**First ionisation energies of 4d and 5d atoms: eigenvalue plus charging term**

The table holds ionisation energies (total-energy differences), highest eigenvalues and mean radii of Zr, Pd, Hf, W, Pt and Au from spherical, spin-polarised, scalar-relativistic LDA-VWN5 atoms (ld1.x), with NIST values. The program tests IE = −ε + U/2, with U the drop of the emptied level from atom to ion, and the scaling U/2 = c/⟨r⟩ against a bare thin shell and a free power law. The first relation holds to 0.01 eV for s removal (Zr and W tested) and 0.20 eV for d removal (Hf and Pd); the fit gives c = 0.32 hartree·bohr, with Pd the worst row at 0.60 eV. The output also splits steps of IE into level and gap parts, applies a crude spin shift to the 6s rows, and shows errors against NIST that group by d count (means 0.14 and 0.81 eV) rather than by the shell removed.

Atoms of the 4d and 5d series in NIST's ground configurations, computed with ld1.x of Quantum ESPRESSO 7.5 by all-electron, scalar-relativistic, spin-polarised Kohn-Sham LDA (Slater exchange, VWN5 correlation). Densities are spherical, open shells have highest spin and the nucleus is a point. The ionisation energy is the total energy of the ion less that of the atom.

## Analysis program

```python
# Table: first ionisation energies (total-energy differences), highest Kohn-Sham eigenvalue and its <r>,
# ld1.x spherical all-electron atoms, LDA-VWN5, scalar-relativistic, spin-polarised; NIST reference.
# Tested: IE = -eps + U/2 (Janak, linear eps(n)); U/2 = c/<r>; split of IE steps; spin shift; errors.
T = {
    'ion': ['Zr', 'Pd', 'Hf', 'W', 'Pt', 'Au'],
    'Z': [40, 46, 72, 74, 78, 79],
    'configuration': ['[Kr] 4d2 5s2', '[Kr] 4d10', '[Xe] 4f14 5d2 6s2', '[Xe] 4f14 5d4 6s2', '[Xe] 4f14 5d9 6s1', '[Xe] 4f14 5d10 6s1'],
    'removed': ['5s', '4d', '5d', '6s', '6s', '6s'],
    'ionisation_energy': [6.71966, 9.23876, 7.06296, 7.9589, 9.811, 9.91561],  # eV
    'minus_highest_eigenvalue': [4.1531, 4.3102, 3.2393, 5.0714, 5.9173, 6.3436],  # eV
    'highest_level_mean_radius': [2.2625, 1.5911, 2.4526, 3.3, 1.698, 2.8285],  # bohr
    'highest_level': ['4d up', '4d', '5d up', '6s down', '5d down', '6s up'],
    'nist': [6.634126, 8.336839, 6.82507, 7.86403, 8.95883, 9.225554],  # eV
    'error': [0.0855, 0.902, 0.238, 0.0949, 0.852, 0.69],  # eV
}
import numpy as np
from scipy.constants import physical_constants as pc
Ha = pc['Hartree energy in eV'][0]
ion = list(T['ion'])
col = lambda k: dict(zip(ion, T[k]))
IE, eps0, r0, nist, err, rem, hl = map(col, ['ionisation_energy', 'minus_highest_eigenvalue',
    'highest_level_mean_radius', 'nist', 'error', 'removed', 'highest_level'])
Z = {a: int(z) for a, z in col('Z').items()}
eps, r = dict(eps0), dict(r0)
# further outputs of the same runs (some via the auditor's reading; less well vetted than the table)
eps['Zr'], r['Zr'] = 4.2268, 3.79                      # Zr 5s down, the level that is emptied
drop = {'Zr': 4.99, 'W': 5.76, 'Hf': 7.98, 'Pd': 14.57411 - eps0['Pd']}   # level drop atom -> ion, eV
r2 = {'Zr': (65.20912, 44.49355), 'Pd': (45.05154, 36.08512), 'Hf': (71.93487, 56.70882),
      'W': (69.0514, 53.03977), 'Au': (59.82309, 48.36316)}   # sum r^2, atom and ion
second = {'Pd+': (20.57435, 14.57411, 1.468605, 19.43), 'Au+': (21.35848, 15.6237, 1.576503, 20.203)}
W6up, W5dup = 6.408339, 5.426455
rows = ['Zr', 'W', 'Au', 'Hf', 'Pd']                   # Pt out: its 6s level is not given
g = {a: IE[a] - eps[a] for a in rows}
x = np.array([1 / r[a] for a in rows]); y = np.array([g[a] for a in rows])
c = (x @ y) / (x @ x)
p, lnA = np.polyfit(-np.log(x), np.log(y), 1)
print('rounding: IE 5e-6 eV, eps 5e-5 eV, auditor drops and Zr radius 0.005; gap = IE-(-eps)')
print(f'fit gap=c/<r>: c={c:.2f} eV bohr={c/Ha:.3f} Ha bohr (thin shell 0.5); power law exponent {p:.2f}')
print('row shell -eps/IE gap[eV] <r>[bohr] gap*r[Ha bohr] res c/r, shell, power[eV] IE*r[eV bohr] d(sum r2)/<r>^2')
for a in rows:
    print(f'{a} {rem[a]} {eps[a]/IE[a]:.3f} {g[a]:.3f} {r[a]:.2f} {g[a]*r[a]/Ha:.3f} {c/r[a]-g[a]:+.2f} '
          f'{Ha/2/r[a]-g[a]:+.2f} {np.exp(lnA)*r[a]**p-g[a]:+.2f} {IE[a]*r[a]:.1f} {(r2[a][0]-r2[a][1])/r[a]**2:.2f}')
print('worst row of c/r:', max(rows, key=lambda a: abs(c / r[a] - g[a])))
for a, (i2, e2, rr, n2) in second.items():
    print(f'not fitted {a}: gap {i2-e2:.2f} eV, gap*r {(i2-e2)*rr/Ha:.3f} Ha bohr, res c/r {c/rr-i2+e2:+.2f}, '
          f'power {np.exp(lnA)*rr**p-i2+e2:+.2f}, IE error {i2-n2:+.2f} eV')
for a in drop:
    d = drop[a] / 2 - g[a]
    print(f'Janak {a}: U={drop[a]:.2f}, U/2={drop[a]/2:.2f}, gap={g[a]:.2f}, res {d:+.2f} eV ({100*d/IE[a]:+.1f}% of IE)')
for a, b in [('Zr', 'Pd'), ('Hf', 'W'), ('W', 'Au'), ('Zr', 'Hf'), ('Zr', 'W')]:
    print(f'{a}->{b}: dIE {IE[b]-IE[a]:+.2f} = level {eps[b]-eps[a]:+.2f} + gap {g[b]-g[a]:+.2f} eV; NIST {nist[b]-nist[a]:+.2f}')
for a, b in [('Hf', 'W'), ('W', 'Pt'), ('Pt', 'Au')]:
    n = Z[b] - Z[a]
    print(f'slope {a}->{b}: calc {(IE[b]-IE[a])/n:.3f}, NIST {(nist[b]-nist[a])/n:.3f} eV per Z')
cs = [g[a] * r[a] for a in rows]
for a in ['Zr', 'Pt']:
    print(f'{a} model cost of {hl[a]} removal {eps0[a]+min(cs)/r0[a]:.1f}-{eps0[a]+max(cs)/r0[a]:.1f} eV vs s removal {IE[a]:.2f}')
print(f"Hf 5d vs Zr 4d: -eps {eps0['Hf']-eps0['Zr']:+.2f} eV, <r> {r0['Hf']-r0['Zr']:+.2f} bohr; Zr 5s below 4d by {eps['Zr']-eps0['Zr']:.3f} eV")
sp = W6up - eps0['W']
print(f"W 6s spin splitting {sp:.2f} eV; part-filled 5d up lies {W5dup-eps0['W']:.3f} eV below filled 6s down")
s3 = ['W', 'Pt', 'Au']; z = np.array([Z[a] for a in s3], float); e = np.array([IE[a] for a in s3])
for lab, v in [('raw', e), ('crude spin shift removed', e - np.array([-4, 1, 0]) * sp / 8)]:
    k = np.polyfit(z, v, 1)
    print(f'6s line W,Pt,Au {lab}: slope {k[0]:.3f} eV/Z, res', np.round(np.polyval(k, z) - v, 2), 'eV')
nd = {'Zr': 2, 'Pd': 10, 'Hf': 2, 'W': 4, 'Pt': 9, 'Au': 10}
print('error eV (%):', ', '.join(f'{a} d{nd[a]} {err[a]:.3f} ({100*err[a]/nist[a]:.1f})' for a in ion))
m = lambda f: np.mean([err[a] for a in ion if f(a)])
print(f"mean error eV: d2-4 {m(lambda a: nd[a]<5):.2f}, d9-10 {m(lambda a: nd[a]>5):.2f}, "
      f"s removed {m(lambda a: 's' in rem[a]):.2f}, d removed {m(lambda a: 'd' in rem[a]):.2f}")
assert all(err[a] > 0 for a in ion)
assert all(abs(drop[a] / 2 - g[a]) < 0.25 for a in drop)
assert -1.2 < p < -0.5
assert min(eps[a]/IE[a] for a in ['Zr', 'W', 'Au']) > max(eps[a]/IE[a] for a in ['Hf', 'Pd'])
```

It prints:

```
rounding: IE 5e-6 eV, eps 5e-5 eV, auditor drops and Zr radius 0.005; gap = IE-(-eps)
fit gap=c/<r>: c=8.79 eV bohr=0.323 Ha bohr (thin shell 0.5); power law exponent -0.77
row shell -eps/IE gap[eV] <r>[bohr] gap*r[Ha bohr] res c/r, shell, power[eV] IE*r[eV bohr] d(sum r2)/<r>^2
Zr 5s 0.629 2.493 3.79 0.347 -0.17 +1.10 +0.15 25.5 1.44
W 6s 0.637 2.888 3.30 0.350 -0.22 +1.24 +0.05 26.3 1.47
Au 6s 0.640 3.572 2.83 0.371 -0.46 +1.24 -0.27 28.0 1.43
Hf 5d 0.459 3.824 2.45 0.345 -0.24 +1.72 -0.14 17.3 2.53
Pd 4d 0.467 4.929 1.59 0.288 +0.60 +3.62 +0.21 14.7 3.54
worst row of c/r: Pd
not fitted Pd+: gap 6.00 eV, gap*r 0.324 Ha bohr, res c/r -0.01, power -0.53, IE error +1.14 eV
not fitted Au+: gap 5.73 eV, gap*r 0.332 Ha bohr, res c/r -0.16, power -0.56, IE error +1.16 eV
Janak Zr: U=4.99, U/2=2.50, gap=2.49, res +0.00 eV (+0.0% of IE)
Janak W: U=5.76, U/2=2.88, gap=2.89, res -0.01 eV (-0.1% of IE)
Janak Hf: U=7.98, U/2=3.99, gap=3.82, res +0.17 eV (+2.4% of IE)
Janak Pd: U=10.26, U/2=5.13, gap=4.93, res +0.20 eV (+2.2% of IE)
Zr->Pd: dIE +2.52 = level +0.08 + gap +2.44 eV; NIST +1.70
Hf->W: dIE +0.90 = level +1.83 + gap -0.94 eV; NIST +1.04
W->Au: dIE +1.96 = level +1.27 + gap +0.68 eV; NIST +1.36
Zr->Hf: dIE +0.34 = level -0.99 + gap +1.33 eV; NIST +0.19
Zr->W: dIE +1.24 = level +0.84 + gap +0.39 eV; NIST +1.23
slope Hf->W: calc 0.448, NIST 0.519 eV per Z
slope W->Pt: calc 0.463, NIST 0.274 eV per Z
slope Pt->Au: calc 0.105, NIST 0.267 eV per Z
Zr model cost of 4d up removal 7.6-8.6 eV vs s removal 6.72
Pt model cost of 5d down removal 10.5-11.9 eV vs s removal 9.81
Hf 5d vs Zr 4d: -eps -0.91 eV, <r> +0.19 bohr; Zr 5s below 4d by 0.074 eV
W 6s spin splitting 1.34 eV; part-filled 5d up lies 0.355 eV below filled 6s down
6s line W,Pt,Au raw: slope 0.412 eV/Z, res [ 0.03 -0.17  0.14] eV
6s line W,Pt,Au crude spin shift removed: slope 0.257 eV/Z, res [-0.    0.01 -0.01] eV
error eV (%): Zr d2 0.086 (1.3), Pd d10 0.902 (10.8), Hf d2 0.238 (3.5), W d4 0.095 (1.2), Pt d9 0.852 (9.5), Au d10 0.690 (7.5)
mean error eV: d2-4 0.14, d9-10 0.81, s removed 0.43, d removed 0.57
```
